**LB94 highest eigenvalues of +4 ions of groups 11 to 13**

The table holds minus the highest Kohn-Sham eigenvalue and the mean radius of that level for eleven +4 ions, from spherical, spin-unpolarised Dirac calculations with the LB94 model potential (radks), beside NIST ionisation energies. The program compares the levels with a pure −5/r tail, a single screened charge, one line in 1/⟨r⟩ through the nine d ions and a frozen-orbital step, and it estimates the self-interaction of B4+ to first order and the LS term energy of the d ions. Along each d series −ε rises by 2.3 to 2.8 eV per group with an exponent in ⟨r⟩ near 1 instead of 2; the single line misfits by 1.45 eV rms and the frozen step is five times too large. B4+ lies 19.55 eV below the Dirac value, against a first-order estimate of 22.2 eV. Term energy of about 2 eV matches the size of the 3d errors; for In4+, Hg4+ and Tl4+ it is only about 1 eV and leaves 2.6 to 3.6 eV unexplained.

Fourfold-charged ions of groups 11 to 13, computed with radks 1 (radial solver, with Libxc): all-electron Dirac Kohn-Sham, LB94 model potential, spherical densities, no spin polarisation, Fermi nucleus. Ions are in the ground configuration that NIST lists, with j = l − 1/2 subshells filled first. Minus the highest occupied eigenvalue estimates the ionisation energy.

## Program and output

```python
# Table: minus the highest Kohn-Sham eigenvalue and its mean radius for +4 ions of groups 11-13
# (radks, Dirac, LB94 potential, spherical, no spin polarisation), with NIST ionisation energies.
# Tested: -5/r tail and penetration, single screened charge, line in 1/<r>, frozen-orbital step,
# first-order self-interaction of B4+, missing LS term energy of the d ions.
T = {
    'ion': ['Cu4+', 'Ag4+', 'Au4+', 'Zn4+', 'Cd4+', 'Hg4+', 'B4+', 'Al4+', 'Ga4+', 'In4+', 'Tl4+'],
    'Z': [29, 47, 79, 30, 48, 80, 5, 13, 31, 49, 81],
    'N': [25, 43, 75, 26, 44, 76, 1, 9, 27, 45, 77],
    'configuration': ['[Ar] 3d7', '[Kr] 4d7', '[Xe] 4f14 5d7', '[Ar] 3d8', '[Kr] 4d8', '[Xe] 4f14 5d8', '1s1', '[He] 2s2 2p5', '[Ar] 3d9', '[Kr] 4d9', '[Xe] 4f14 5d9'],
    'minus_highest_eigenvalue': [82.274, 68.537, 62.598, 84.972, 71.358, 64.918, 320.71, 152.48, 87.624, 74.164, 67.24],  # eV
    'highest_level_mean_radius': [0.80316, 1.2077, 1.3993, 0.77179, 1.161, 1.3563, 0.30553, 0.5651, 0.74293, 1.1181, 1.316],  # bohr
    'highest_level': ['3d5/2', '4d5/2', '5d5/2', '3d5/2', '4d5/2', '5d5/2', '1s1/2', '2p3/2', '3d5/2', '4d5/2', '5d5/2'],
    'nist': [79.8, None, None, 82.6, None, 61.2, None, 153.8252, 86.01, 69.3, 62.6],  # eV
    'nist_kind': ['semi-empirical', None, None, 'semi-empirical', None, 'measured', None, 'semi-empirical', 'semi-empirical', 'semi-empirical', 'measured'],
    'nist_unc': [0.7, None, None, 0.9, None, 0.2, None, 0.0025, 0.12, 1.2, 0.4],  # eV
    'error': [2.47, None, None, 2.37, None, 3.72, None, -1.34, 1.61, 4.86, 4.64],  # eV
}
import numpy as np
from scipy.constants import physical_constants as pc, alpha
from scipy.integrate import quad
Ha = pc['Hartree energy in eV'][0]
ion = T['ion']; Z = np.array(T['Z'], float); lev = T['highest_level']
E = np.array(T['minus_highest_eigenvalue'], float); r = np.array(T['highest_level_mean_radius'], float)
n = np.array([int(s[0]) for s in lev]); l = np.array(['spdf'.index(s[1]) for s in lev])
tail = 25*Ha/(2*n**2); ns = 5/np.sqrt(2*E/Ha); ZE = n*np.sqrt(2*E/Ha); Zr = (3*n**2-l*(l+1))/(2*r)
print("ion level | -eps eV | pure -5/r eV | n* | n-n* | charge from energy | charge from radius")
for i in range(len(ion)):
    print(f"{ion[i]} {lev[i]} | {E[i]:.2f} | {tail[i]:.1f} | {ns[i]:.3f} | {n[i]-ns[i]:.2f} | {ZE[i]:.2f} | {Zr[i]:.2f}")
S = {k: sorted([i for i in range(len(ion)) if l[i] == 2 and n[i] == k], key=lambda i: Z[i]) for k in (3, 4, 5)}
print("along each series, -eps ~ <r>^-p (single screened charge: p = 2; rounding moves p by about 0.002)")
p = {}
for k, s in S.items():
    p[k] = -np.polyfit(np.log(r[s]), np.log(E[s]), 1)[0]; d = np.diff(E[s])
    print(f"{k}d: steps {d[0]:.2f}, {d[1]:.2f} eV; total -eps {100*(E[s[2]]/E[s[0]]-1):+.1f}%, <r> {100*(r[s[2]]/r[s[0]]-1):+.1f}%; p {p[k]:.2f};"
          f" charge per step: energy {np.diff(ZE[s]).mean():.2f}, radius {np.diff(Zr[s]).mean():.2f}")
for g in range(3):
    a, b, c = S[3][g], S[4][g], S[5][g]
    print(f"group {11+g}: 3d->4d {E[b]-E[a]:+.2f} eV, <r> {100*(r[b]/r[a]-1):+.0f}%, p {-np.log(E[b]/E[a])/np.log(r[b]/r[a]):.2f};"
          f" 4d->5d {E[c]-E[b]:+.2f} eV, <r> {100*(r[c]/r[b]-1):+.0f}%, p {-np.log(E[c]/E[b])/np.log(r[c]/r[b]):.2f}")
dd = S[3]+S[4]+S[5]; b1, a1 = np.polyfit(1/r[dd], E[dd], 1); res = E[dd]-(a1+b1/r[dd])
print(f"one line for nine d ions: -eps = {a1:.1f} + {b1:.1f}/<r> eV; rms misfit {np.sqrt(np.mean(res**2)):.2f} eV (rounding 0.0005 eV)")
print("residuals eV: " + ", ".join(f"{ion[i]} {x:+.2f}" for i, x in zip(dd, res)))
# further outputs of the same runs (Ga4+ integrals in eV, <1/r> per bohr; levels as Cu4+, Ga4+ in eV)
F0, F2, F4, inv = 33.7219, 15.7751, 9.84538, 1.74066
L = {'3s1/2': (-194.089, -217.063), '3p3/2': (-150.51, -166.792), '3d3/2': (-82.6507, -88.1529), '3d5/2': (-82.2744, -87.6241)}
iGa, iZn, iB = ion.index('Ga4+'), ion.index('Zn4+'), ion.index('B4+')
print(f"frozen step at Ga4+: <1/r> {inv*Ha:.1f} - F0 {F0:.1f} = {inv*Ha-F0:.1f} eV; computed Zn->Ga {E[iGa]-E[iZn]:.2f} eV; ratio {(inv*Ha-F0)/(E[iGa]-E[iZn]):.1f}")
print("level drop per proton Cu->Ga, eV: " + ", ".join(f"{k} {(v[0]-v[1])/2:.2f}" for k, v in L.items()))
print(f"3d spin-orbit gap: Cu4+ {L['3d5/2'][0]-L['3d3/2'][0]:.2f}, Ga4+ {L['3d5/2'][1]-L['3d3/2'][1]:.2f} eV")
# B4+: exact Dirac 1s (point nucleus, infinite mass) and first-order LB94 exchange on the exact density
zb = Z[iB]; gam = np.sqrt(1-(zb*alpha)**2); Ex = (1-gam)/alpha**2*Ha; beta = 0.05
print(f"B4+ Dirac: {Ex:.2f} eV, computed less exact {E[iB]-Ex:+.2f} eV ({100*(E[iB]/Ex-1):+.1f}%); <r> exact {(2*gam+1)/(2*zb):.4f}, computed {r[iB]:.4f} bohr")
vH = 5*zb/8*Ha
for name, f in (("unpolarised", 0.5), ("polarised", 1.0)):
    c3 = lambda u: zb*(f/np.pi)**(1/3)*np.exp(-2*u/3)   # spin density^(1/3), u = Z r
    lb = lambda u: -beta*2*zb*(2*zb/c3(u))/(1+3*beta*(2*zb/c3(u))*np.arcsinh(2*zb/c3(u)))
    av = lambda fn: quad(lambda u: 4*u*u*np.exp(-2*u)*fn(u), 0, 40)[0]*Ha
    x1 = av(lambda u: -(6/np.pi)**(1/3)*c3(u)); x2 = av(lb)
    print(f"B4+ first order, {name}: Hartree {vH:.1f}, LDA exchange {x1:.1f}, gradient term {x2:.1f}, left over {vH+x1+x2:.1f} eV")
    if f == 0.5:
        print("r times gradient term (limit -1): " + ", ".join(f"r={x} bohr {x*lb(zb*x):.2f}" for x in (0.3, 1, 3, 10)))
# ground LS term less configuration average, coefficients of F2 and F4 over 441 (2D, 3F, 4F, 5D)
D = {9: (0, 0), 8: (-58, 5), 7: (-93, -30), 6: (-105, -105)}
term = lambda m: (D[m][0]*F2+D[m][1]*F4)/441
print("term lowering with Ga4+ integrals, eV: " + ", ".join(f"d{m} {term(m):.2f}" for m in D))
print("ion | error eV | % | table unc eV | term shift eV (Ga4+ integrals scaled by 1/<r>; rough for 4d, 5d) | error after shift")
for i in range(len(ion)):
    if T['nist'][i] is None: continue
    e = T['error'][i]; out = f"{ion[i]} | {e:+.2f} | {100*e/T['nist'][i]:+.1f} | {T['nist_unc'][i]}"
    if l[i] == 2:
        m = int(T['configuration'][i].strip()[-1]); sh = (term(m-1)-term(m))*r[iGa]/r[i]
        out += f" | {sh:+.1f} | {e+sh:+.1f}"
    print(out)
for a, b in (('Cu4+', 'Zn4+'), ('Zn4+', 'Ga4+'), ('Hg4+', 'Tl4+'), ('In4+', 'Tl4+')):
    i, j = ion.index(a), ion.index(b)
    print(f"{a}->{b}: computed {E[j]-E[i]:+.2f}, table {T['nist'][j]-T['nist'][i]:+.2f} +- {np.hypot(T['nist_unc'][i], T['nist_unc'][j]):.2f} eV")
assert all(np.all(np.diff(E[s]) > 0) and np.all(np.diff(r[s]) < 0) for s in S.values())
assert all(E[S[3][g]] > E[S[4][g]] > E[S[5][g]] for g in range(3))
assert all(0.5 < v < 2 for v in p.values())
assert E[iB] < Ex and all(E[i] > tail[i] for i in range(len(ion)) if i != iB)
```

Printed output:

```
ion level | -eps eV | pure -5/r eV | n* | n-n* | charge from energy | charge from radius
Cu4+ 3d5/2 | 82.27 | 37.8 | 2.033 | 0.97 | 7.38 | 13.07
Ag4+ 4d5/2 | 68.54 | 21.3 | 2.228 | 1.77 | 8.98 | 17.39
Au4+ 5d5/2 | 62.60 | 13.6 | 2.331 | 2.67 | 10.72 | 24.66
Zn4+ 3d5/2 | 84.97 | 37.8 | 2.001 | 1.00 | 7.50 | 13.60
Cd4+ 4d5/2 | 71.36 | 21.3 | 2.183 | 1.82 | 9.16 | 18.09
Hg4+ 5d5/2 | 64.92 | 13.6 | 2.289 | 2.71 | 10.92 | 25.44
B4+ 1s1/2 | 320.71 | 340.1 | 1.030 | -0.03 | 4.86 | 4.91
Al4+ 2p3/2 | 152.48 | 85.0 | 1.494 | 0.51 | 6.70 | 8.85
Ga4+ 3d5/2 | 87.62 | 37.8 | 1.970 | 1.03 | 7.61 | 14.13
In4+ 4d5/2 | 74.16 | 21.3 | 2.142 | 1.86 | 9.34 | 18.78
Tl4+ 5d5/2 | 67.24 | 13.6 | 2.249 | 2.75 | 11.12 | 26.22
along each series, -eps ~ <r>^-p (single screened charge: p = 2; rounding moves p by about 0.002)
3d: steps 2.70, 2.65 eV; total -eps +6.5%, <r> -7.5%; p 0.81; charge per step: energy 0.12, radius 0.53
4d: steps 2.82, 2.81 eV; total -eps +8.2%, <r> -7.4%; p 1.02; charge per step: energy 0.18, radius 0.70
5d: steps 2.32, 2.32 eV; total -eps +7.4%, <r> -6.0%; p 1.17; charge per step: energy 0.20, radius 0.78
group 11: 3d->4d -13.74 eV, <r> +50%, p 0.45; 4d->5d -5.94 eV, <r> +16%, p 0.62
group 12: 3d->4d -13.61 eV, <r> +50%, p 0.43; 4d->5d -6.44 eV, <r> +17%, p 0.61
group 13: 3d->4d -13.46 eV, <r> +50%, p 0.41; 4d->5d -6.92 eV, <r> +18%, p 0.60
one line for nine d ions: -eps = 39.8 + 35.2/<r> eV; rms misfit 1.45 eV (rounding 0.0005 eV)
residuals eV: Cu4+ -1.34, Zn4+ -0.43, Ga4+ +0.45, Ag4+ -0.39, Cd4+ +1.26, In4+ +2.90, Au4+ -2.34, Hg4+ -0.82, Tl4+ +0.71
frozen step at Ga4+: <1/r> 47.4 - F0 33.7 = 13.6 eV; computed Zn->Ga 2.65 eV; ratio 5.1
level drop per proton Cu->Ga, eV: 3s1/2 11.49, 3p3/2 8.14, 3d3/2 2.75, 3d5/2 2.67
3d spin-orbit gap: Cu4+ 0.38, Ga4+ 0.53 eV
B4+ Dirac: 340.26 eV, computed less exact -19.55 eV (-5.7%); <r> exact 0.2999, computed 0.3055 bohr
B4+ first order, unpolarised: Hartree 85.0, LDA exchange -38.6, gradient term -24.2, left over 22.2 eV
r times gradient term (limit -1): r=0.3 bohr -0.27, r=1 bohr -0.62, r=3 bohr -0.83, r=10 bohr -0.94
B4+ first order, polarised: Hartree 85.0, LDA exchange -48.6, gradient term -24.4, left over 12.0 eV
term lowering with Ga4+ integrals, eV: d9 0.00, d8 -1.96, d7 -4.00, d6 -6.10
ion | error eV | % | table unc eV | term shift eV (Ga4+ integrals scaled by 1/<r>; rough for 4d, 5d) | error after shift
Cu4+ | +2.47 | +3.1 | 0.7 | -1.9 | +0.5
Zn4+ | +2.37 | +2.9 | 0.9 | -2.0 | +0.4
Hg4+ | +3.72 | +6.1 | 0.2 | -1.1 | +2.6
Al4+ | -1.34 | -0.9 | 0.0025
Ga4+ | +1.61 | +1.9 | 0.12 | -2.0 | -0.4
In4+ | +4.86 | +7.0 | 1.2 | -1.3 | +3.6
Tl4+ | +4.64 | +7.4 | 0.4 | -1.1 | +3.5
Cu4+->Zn4+: computed +2.70, table +2.80 +- 1.14 eV
Zn4+->Ga4+: computed +2.65, table +3.41 +- 0.91 eV
Hg4+->Tl4+: computed +2.32, table +1.40 +- 0.45 eV
In4+->Tl4+: computed -6.92, table -6.70 +- 1.26 eV
```
